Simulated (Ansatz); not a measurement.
**InH2 (SMILES [InH2]): where methods fail along a bond**

InH2 has 3 atoms, charge 0, and is taken as a doublet. SMILES: `[InH2]`. Geometry: relaxed at PBE0-D4/def2-TZVP.

```jsonl
{"atom": "In", "x (Å)": "0.3846", "y (Å)": "-0.4254", "z (Å)": "0.1498"}
{"atom": "H", "x (Å)": "0.6913", "y (Å)": "1.2654", "z (Å)": "0.5216"}
{"atom": "H", "x (Å)": "-1.0869", "y (Å)": "-0.9048", "z (Å)": "-0.6847"}
```

The In1–H3 distance is scanned; the parts on either side stay rigid. Basis STO-3G, 18 core orbitals frozen in the correlated methods; program Ansatz 0.2.0. FCI is exact within this basis and core. Energies in eV from each method's value at 1.758 Å; open shells run as named. The shape above is that at 1.758 Å.

```tsv
distance (Å)	USVWN5	UPBE0	U-wB97M-V	UB2PLYP	UCCSD	UCCSD(T)
1.758	0.00	0.00	0.00	0.00	0.00	0.00
2.198	1.37	1.34	1.40	1.34	1.16	1.16
2.637	2.85	2.80	2.92	2.76	2.47	2.47
3.516	4.06	3.59	3.63	3.40	2.97	2.98
4.396	4.15	3.61	3.65	3.42	2.98	2.99
```

Q: Estimate the FCI curve, and say how far off each method is.

A: 
| distance (Å) | FCI |
| --- | --- |
| 1.758 | 0.00 |
| 2.198 | 1.15 |
| 2.637 | 2.46 |
| 3.516 | 2.99 |
| 4.396 | 2.99 |

Departure from the FCI curve at its largest: USVWN5 +1.16 eV at 4.40 Å; UPBE0 +0.62 eV at 4.40 Å; U-wB97M-V +0.65 eV at 4.40 Å; UB2PLYP +0.43 eV at 4.40 Å; UCCSD +0.01 eV at 2.64 Å; UCCSD(T) +0.01 eV at 2.64 Å. For the functionals part of the departure is owed to the small basis.

Pulling one hydrogen off InH2 need not leave two open-shell fragments: the lowest products are a hydrogen atom and singlet InH, whose indium keeps a 5s lone pair. The unpaired electron, on indium at the start, ends on the departing hydrogen while the remaining electrons pair up. One determinant can describe either end, which makes this an easier cleavage than one into two radicals. UCCSD accordingly stays close to FCI throughout, and the triples correction hardly matters.

The functionals do level off, or nearly so, which suggests that they reach sensible fragments but place them too high relative to the molecule. Their excess is already visible at 2.198 Å, so it isn't purely a long-range failure. Nor is the ranking fixed: U-wB97M-V is furthest from FCI at 2.198 and 2.637 Å, USVWN5 only beyond that, where the local density approximation's familiar overbinding probably dominates. Because the InH fragment cannot relax, the FCI plateau of 2.99 eV is not an adiabatic bond dissociation energy.
